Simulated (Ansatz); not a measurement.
## Ta$_{4}$C$_{3}$: opening a crack plane

Ta$_{4}$C$_{3}$, Pm-3m, a = 4.403 Å. The structure is a Materials Project entry; whether it is the stable form wasn't checked. Ansatz: PBEsol, PAW, 420 eV, Γ-centred 9×9×5 mesh on 14 atoms, Gaussian smearing 0.15 eV; no spin polarisation. One cut on (100) per cell of 14 atoms is opened rigidly by x, between planes of C+Ta and C+Ta that stand 2.20 Å apart; y is the energy per area (19.383 Å², 1 eV/Å² = 16.02 J/m²).

```
x (Å) y (J/m²)
 0.00     0.000
 0.25         ?
 0.50     1.355
 0.75     2.219
 1.00     2.934
 1.50     3.890
 2.00     4.407
 3.00     4.830
 4.50     4.957
 6.00     4.968
```

Fit the universal binding curve y = W[1 − (1 + x/l) e^(−x/l)] to the other rows, give the peak stress, and predict the missing value.

Least squares gives W = 4.93 J/m² and l = 0.500 Å. The stress dy/dx peaks at x = l with W/(e l) = 36.3 GPa, for rigid faces. At x = 0.25: x/l = 0.500, y = 0.445 J/m². The run gave 0.476 J/m², so the fit is 0.031 J/m² too low, within the rms miss on the fitted rows (0.044 J/m²).

Spin–orbit coupling is left out, which can shift energies with elements as heavy as these.

Cost: 12 runs of about 9.2 core-minutes in all, on Intel Xeon Platinum 8488C (Sapphire Rapids) (shared hosts).

Separation is nearly complete by 4.50 Å, and the energy gained on either side of 0.50 Å is almost equal, so the data themselves place the stress maximum near the fitted l. This short range fits the bonding expected in a rocksalt-type carbide: directional Ta 5d–C 2p bonds across the cut lose overlap quickly, while metallic Ta–Ta interaction probably adds a softer contribution.

The misfit is systematic rather than random. The universal curve lies too low up to 1.00 Å, too high from 1.50 to 3.00 Å, and too low again beyond, where its W falls short of the computed plateau. The underestimate at 0.25 Å follows this pattern, which suggests that a single decay length cannot fully describe the mixed bonding. The plateau is therefore the better measure of the rigid work of separation. Because the composition and symmetry suggest ordered carbon vacancies, the two faces probably differ in carbon content, and this work cannot be divided into individual surface energies.
